**Shell filling of a hard-wall spherical dot with a central charge**

The table holds chemical potentials, addition energies, highest eigenvalues, spin counts and rms radii for 1 to 25 electrons in a hard-wall sphere (radius 1.54 bohr*, central charge 2), from spin-polarised, spherically averaged Kohn-Sham calculations with PBEsol and greedy filling. The program splits each addition energy by Janak's theorem into two half-curvatures and a level jump, and compares these with a parameter-free radial model (wall, central charge, Hartree field scaled by (N−1)/N) and its Slater integrals. The in-subshell means match F0−J within 3%, while a conducting sphere is 18 to 24% low and a uniform ball 14 to 29% high. Model gaps at the closures agree within 0.044 hartree* except at N=18, where the miss is 0.094, and exchange counting overestimates the half-filling excess, most for 1d. At N=1 the total energy lies 0.047 and the eigenvalue 0.604 hartree* above the numerical one-electron result. The model 2s–1d gap is near zero for 8 to 13 electrons, so the filling order there is not confirmed.

Spherical dot with a hard wall at radius 1.54 bohr* and a central point charge of 2 e, in spin-polarised Kohn-Sham theory with PBEsol (radks radial solver (version 2) with Libxc; effective atomic units). Shells are m-averaged and filled greedily, so a lower state can be missed. Levels are named by radial order; chemical potential is E(N)-E(N-1), addition energy E(N+1)+E(N-1)-2E(N).

## Program and output

```python
# Table: PBEsol spin-polarised spherical Kohn-Sham dot (radks + Libxc), hard wall R=1.54 bohr*, central charge 2,
# N=1..25. Tested: Janak split of the addition energy, level gaps, charging/exchange (Slater integrals), size, N=1.
T = {
    'electrons': [1, 2, 3, 4, 5, 6, 7, 8, 9, 10, 11, 12, 13, 14, 15, 16, 17, 18, 19, 20, 21, 22, 23, 24, 25],
    'chemical_potential': [-1.684, -0.2329, 3.817, 4.664, 5.55, 6.734, 7.564, 8.426, 11.94, 12.76, 13.58, 14.41, 15.24, 16.32, 17.12, 17.93, 18.75, 19.57, 20.78, 22.04, 25.08, 25.88, 26.67, 27.46, 28.26],  # hartree*
    'unpaired_electrons': [1, 0, 1, 2, 3, 2, 1, 0, 1, 2, 3, 4, 5, 4, 3, 2, 1, 0, 1, 0, 1, 2, 3, 4, 5],
    'rms_radius': [0.6512, 0.6853, 0.781, 0.828, 0.8576, 0.8796, 0.8964, 0.91, 0.9293, 0.945, 0.958, 0.9691, 0.9788, 0.9875, 0.9952, 1.002, 1.009, 1.014, 1.012, 1.01, 1.017, 1.023, 1.029, 1.034, 1.039],  # bohr*
    'highest_eigenvalue': [-1.127, 0.2842, 4.23, 5.104, 5.997, 7.14, 7.992, 8.862, 12.35, 13.17, 13.99, 14.82, 15.65, 16.72, 17.53, 18.34, 19.16, 19.97, 21.3, 22.58, 25.48, 26.27, 27.07, 27.86, 28.66],  # hartree*
    'highest_level': ['1s up', '1s up', '1p up', '1p up', '1p up', '1p down', '1p down', '1p up', '1d up', '1d up', '1d up', '1d up', '1d up', '1d down', '1d down', '1d down', '1d down', '1d up', '2s up', '2s up', '1f up', '1f up', '1f up', '1f up', '1f up'],
    'addition_energy': [None, 4.05, 0.8474, 0.8854, 1.185, 0.8296, 0.8621, 3.516, 0.8148, 0.8224, 0.8266, 0.829, 1.086, 0.8026, 0.81, 0.8144, 0.8172, 1.213, 1.267, 3.04, 0.7913, 0.7929, 0.7941, 0.7949, None],  # hartree*
}
import numpy as np
from scipy.linalg import eigh_tridiagonal as eig
from sympy.physics.wigner import wigner_3j
R, Z = 1.54, 2.0  # settings from the caption
col = lambda k: {int(n): x for n, x in zip(T['electrons'], T[k])}
mu, ep, ad, rm, lv = map(col, ['chemical_potential', 'highest_eigenvalue', 'addition_energy', 'rms_radius', 'highest_level'])
fl = lambda x: 0.5*10**(np.floor(np.log10(abs(x)))-3)  # rounding, 4 figures
SH = [('1s', 0, 0, 2), ('1p', 1, 0, 6), ('1d', 2, 0, 10), ('2s', 0, 1, 2), ('1f', 3, 0, 14)]
def Y(w, r, k):
    o = w/r**(k+1)
    return np.cumsum(w*r**k)/r**(k+1) + (np.cumsum(o[::-1])[::-1]-o)*r**k
def solve(N, z, scr=True, M=400):
    h = R/M; r = h*np.arange(1, M); VH = 0*r
    for it in range(30 if scr and N > 1 else 1):
        s = {l: eig(1/h**2+l*(l+1)/(2*r*r)-z/r+VH, -0.5/h**2*np.ones(M-2), select='i', select_range=(0, 1)) for l in range(4)}
        E = {a: s[l][0][i] for a, l, i, c in SH}; W = {a: s[l][1][:, i]**2 for a, l, i, c in SH}
        rho = 0*r; left = N
        for a, l, i, c in SH:
            q = min(c, left); left -= q; rho = rho+q*W[a]
        VH = 0.5*VH+0.5*(N-1)/N*Y(rho, r, 0)
    F = lambda a, k: float(W[a] @ Y(W[a], r, k))
    J = lambda a, l: (2*l+1)/(2*l)*sum(float(wigner_3j(l, k, l, 0, 0, 0))**2*F(a, k) for k in range(2, 2*l+1, 2))
    return dict(E=E, F=F, J=J, rms=np.sqrt(rho @ r**2/N), r2={a: float(W[a] @ r**2) for a in W})
S = {n: solve(n, Z) for n in mu}
d = {n: ep[n]-mu[n] for n in mu}
A = dict(ad); A[1] = mu[2]-mu[1]
g = {n: A[n]-d[n]-d[n+1] for n in range(1, 25)}
print('hartree*, bohr*; d=eps-mu; g=add-d(N)-d(N+1); dr2=N rms^2 step; N=1 add=mu2-mu1')
print('N level add d g floor(g) dr2 floor(dr2) model-rms err%')
for n in mu:
    x = n*rm[n]**2-((n-1)*rm[n-1]**2 if n > 1 else 0)
    fx = 2*n*rm[n]*fl(rm[n])+(2*(n-1)*rm[n-1]*fl(rm[n-1]) if n > 1 else 0)
    t = '%.3f %.3f %+.3f %.3f' % (A[n], d[n], g[n], sum(fl(v[m]) for v in (mu, ep) for m in (n, n+1))) if n < 25 else '- %.3f - -' % d[n]
    print(n, lv[n], t, '%.2f %.2f %+.1f' % (x, fx, 100*(S[n]['rms']/rm[n]-1)))
grp = {('1p', 1): [3, 4, 6, 7], ('1d', 2): [9, 10, 11, 12, 14, 15, 16, 17], ('1f', 3): [21, 22, 23, 24]}
ins = sum(grp.values(), [])
print('max|add-(mu(N+1)-mu(N))| %.4f; in-shell max|g| %.3f; in-shell mean add %.3f' % (
    max(abs(ad[n]-mu[n+1]+mu[n]) for n in range(2, 25)), max(abs(g[n]) for n in ins), np.mean([ad[n] for n in ins])))
B = {n: (solve(n, 0, False), solve(n, Z, False), S[n], solve(n, 0)) for n in (2, 8, 18, 20)}
print('gap: table g | empty box, box+Z, box+Z+screen, (Z=0)+screen | resid of box+Z+screen')
for n, a, b in [(2, '1s', '1p'), (8, '1p', '1d'), (18, '1d', '2s'), (20, '2s', '1f')]:
    v = [m['E'][b]-m['E'][a] for m in B[n]]
    print('N=%d %s-%s %.3f | %.3f %.3f %.3f %.3f | %+.3f' % (n, a, b, g[n], *v, v[2]-g[n]))
print('model 2s-1d gap at N=8,9,13,18:', *['%.3f' % (S[n]['E']['2s']-S[n]['E']['1d']) for n in (8, 9, 13, 18)])
print('in-shell add: mean(min-max) | err%% of 1/R=%.3f, ball, F0-J | F0, J' % (1/R))
for (a, l), ns in grp.items():
    t = np.array([ad[n] for n in ns]); m = t.mean()
    ball = np.mean([1.2/(np.sqrt(5/3)*rm[n]) for n in ns])
    F0 = np.mean([S[n]['F'](a, 0) for n in ns]); J = np.mean([S[n]['J'](a, l) for n in ns])
    print('%s %.3f(%.3f-%.3f) | %+.0f %+.0f %+.0f | %.3f %.3f' % (a, m, t.min(), t.max(), *[100*(y/m-1) for y in (1/R, ball, F0-J)], F0, J))
for n, a, l in [(5, '1p', 1), (13, '1d', 2)]:
    ex = ad[n]-(ad[n-1]+ad[n+1])/2; mo = (2*l+1)*S[n]['J'](a, l)
    print('half-filled N=%d excess %.3f per e %.3f; (2l+1)J %.3f ratio %.2f' % (n, ex, ex/(2*l+1), mo, ex/mo))
print('s pairing add vs F0: N=1 %.3f %.3f; N=19 %.3f %.3f; add19-add18 %.3f' % (A[1], S[1]['F']('1s', 0), A[19], S[19]['F']('2s', 0), A[19]-A[18]))
X = solve(1, Z, False, 4000); e1 = X['E']['1s']
print('N=1 exact E %.4f; mu err %+.4f; eps err %+.4f; exact rms %.4f' % (e1, mu[1]-e1, ep[1]-e1, X['rms']))
print('model <r2> N=19 1d,2s,1f', *['%.2f' % S[19]['r2'][a] for a in ('1d', '2s', '1f')],
      '; uniform rms %.3f, rms25/uniform %.3f; 1/(2R^2) %.3f' % (np.sqrt(.6)*R, rm[25]/(np.sqrt(.6)*R), .5/R**2))
assert sorted(range(2, 25), key=lambda n: -ad[n])[:3] == [2, 8, 20]
assert all(abs(g[n]) < 0.03 for n in ins) and all(x > 0 for x in d.values())
assert rm[20] < rm[19] < rm[18] < rm[21] and ad[18] < ad[19]
assert all(ad[n] > max(ad[n-1], ad[n+1]) for n in (5, 13))
```

Printed output:

```
hartree*, bohr*; d=eps-mu; g=add-d(N)-d(N+1); dr2=N rms^2 step; N=1 add=mu2-mu1
N level add d g floor(g) dr2 floor(dr2) model-rms err%
1 1s up 1.451 0.557 +0.377 0.001 0.42 0.00 -0.4
2 1s up 4.050 0.517 +3.120 0.001 0.52 0.00 -0.3
3 1p up 0.847 0.413 -0.006 0.002 0.89 0.00 +0.0
4 1p up 0.885 0.440 -0.002 0.002 0.91 0.00 +0.1
5 1p up 1.185 0.447 +0.332 0.002 0.94 0.00 +0.2
6 1p down 0.830 0.406 -0.004 0.002 0.96 0.00 +0.1
7 1p down 0.862 0.428 -0.002 0.002 0.98 0.00 +0.1
8 1p up 3.516 0.436 +2.670 0.011 1.00 0.00 +0.1
9 1d up 0.815 0.410 -0.005 0.020 1.15 0.00 +0.1
10 1d up 0.822 0.410 +0.002 0.020 1.16 0.00 +0.0
11 1d up 0.827 0.410 +0.007 0.020 1.17 0.00 +0.0
12 1d up 0.829 0.410 +0.009 0.020 1.17 0.00 +0.0
13 1d up 1.086 0.410 +0.276 0.020 1.18 0.00 +0.0
14 1d down 0.803 0.400 -0.007 0.020 1.20 0.00 -0.0
15 1d down 0.810 0.410 -0.010 0.020 1.20 0.00 -0.0
16 1d down 0.814 0.410 -0.006 0.020 1.21 0.02 -0.0
17 1d down 0.817 0.410 +0.007 0.020 1.24 0.03 -0.1
18 1d up 1.213 0.400 +0.293 0.020 1.20 0.04 -0.0
19 2s up 1.267 0.520 +0.207 0.020 0.95 0.04 +0.0
20 2s up 3.040 0.540 +2.100 0.020 0.94 0.04 -0.0
21 1f up 0.791 0.400 +0.001 0.020 1.32 0.04 -0.0
22 1f up 0.793 0.390 +0.003 0.020 1.30 0.04 -0.0
23 1f up 0.794 0.400 -0.006 0.020 1.33 0.05 -0.0
24 1f up 0.795 0.400 -0.005 0.020 1.31 0.05 +0.0
25 1f up - 0.400 - - 1.33 0.05 +0.0
max|add-(mu(N+1)-mu(N))| 0.0087; in-shell max|g| 0.010; in-shell mean add 0.821
gap: table g | empty box, box+Z, box+Z+screen, (Z=0)+screen | resid of box+Z+screen
N=2 1s-1p 3.120 | 2.176 3.489 3.164 2.076 | +0.044
N=8 1p-1d 2.670 | 2.746 3.091 2.670 2.478 | +0.000
N=18 1d-2s 0.293 | 1.320 -0.742 0.199 2.267 | -0.094
N=20 2s-1f 2.100 | 1.972 4.203 2.120 0.019 | +0.020
model 2s-1d gap at N=8,9,13,18: -0.053 -0.024 0.080 0.199
in-shell add: mean(min-max) | err% of 1/R=0.649, ball, F0-J | F0, J
1p 0.856(0.830-0.885) | -24 +29 +3 | 0.998 0.117
1d 0.817(0.803-0.829) | -21 +17 +0 | 0.891 0.073
1f 0.793(0.791-0.795) | -18 +14 -1 | 0.843 0.054
half-filled N=5 excess 0.328 per e 0.109; (2l+1)J 0.350 ratio 0.93
half-filled N=13 excess 0.270 per e 0.054; (2l+1)J 0.364 ratio 0.74
s pairing add vs F0: N=1 1.451 1.549; N=19 1.267 1.356; add19-add18 0.054
N=1 exact E -1.7308; mu err +0.0468; eps err +0.6038; exact rms 0.6486
model <r2> N=19 1d,2s,1f 1.13 0.71 1.23 ; uniform rms 1.193, rms25/uniform 0.871; 1/(2R^2) 0.211
```
